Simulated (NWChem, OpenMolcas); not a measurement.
# How methods differ on C2HClF2 (SMILES FC(F)=CCl)

C2HClF2: 6 atoms, total charge 0, spin state singlet. SMILES: `FC(F)=CCl`. Geometry: relaxed at PBE0-D4/def2-TZVP.

```xyz
6

F     0.9010   -0.8104    1.3420
C     0.2676   -0.5622    0.2204
F     0.1925   -1.6326   -0.5227
C    -0.2184    0.6268   -0.0866
Cl   -1.0390    0.9264   -1.5521
H    -0.1038    1.4520    0.5990
```

Each level gives the HOMO–LUMO gap (eV). The values are calculated.

| level | kind | program | value (eV) | CPU time |
| --- | --- | --- | --- | --- |
| SVWN5/6-31G* (spherical functions) | LDA | OpenMolcas | 5.37 | 17 s |
| revPBE/6-31G* (spherical functions) | GGA | OpenMolcas | 5.48 | 20 s |
| TPSS/6-31G* (spherical functions) | meta-GGA | OpenMolcas | 5.66 | 30 s |
| r2SCAN/6-31G* (spherical functions) | meta-GGA | OpenMolcas | 5.92 | 26 s |
| B3LYP/6-31G* (spherical functions) | global hybrid | OpenMolcas | 7.30 | 23 s |
| BHLYP/6-31G* (spherical functions) | global hybrid | OpenMolcas | ? | 21 s |
| B3LYP/6-31G* (Cartesian functions) | global hybrid | NWChem | 7.30 | 28 s |
| B2PLYP/6-31G* (spherical functions) | double hybrid | OpenMolcas | 10.45 | 17 s |

(1) Estimate the missing values from the other rows.

## Answers

(1) As computed at these levels: BHLYP/6-31G* (spherical functions): 10.15 eV. The values span 5.37 to 10.45 eV. Orbital gaps aren't excitation energies, and those of double hybrids come from the SCF part alone; they tend to grow with the share of exact exchange. CPU times are rough (shared hosts, several kinds of processor): they show what a rung costs within a factor of a few.

The gap widens modestly from SVWN5 through revPBE to the meta-GGAs, then much more sharply once exact exchange enters. In a semilocal functional, occupied and empty orbitals feel the same kind of potential, so the gap stays well below the difference between ionisation energy and electron affinity. Nonlocal exchange lowers the occupied levels, while the empty ones lose much of that attraction and move up. BHLYP and B2PLYP, both rich in exact exchange, accordingly lie close together at 10.15 and 10.45 eV. The smaller rise from TPSS to r2SCAN shows that the form of a meta-GGA matters too, through its dependence on the kinetic-energy density.

The two B3LYP entries agree at 7.30 eV, so neither the program nor the choice of spherical or Cartesian functions matters visibly here. The spread therefore reflects the functionals rather than any change in the molecule's π bonding. Without diffuse functions, the LUMO of such a small haloalkene is probably confined artificially by the basis, so the widest gaps in particular needn't be near the basis-set limit.
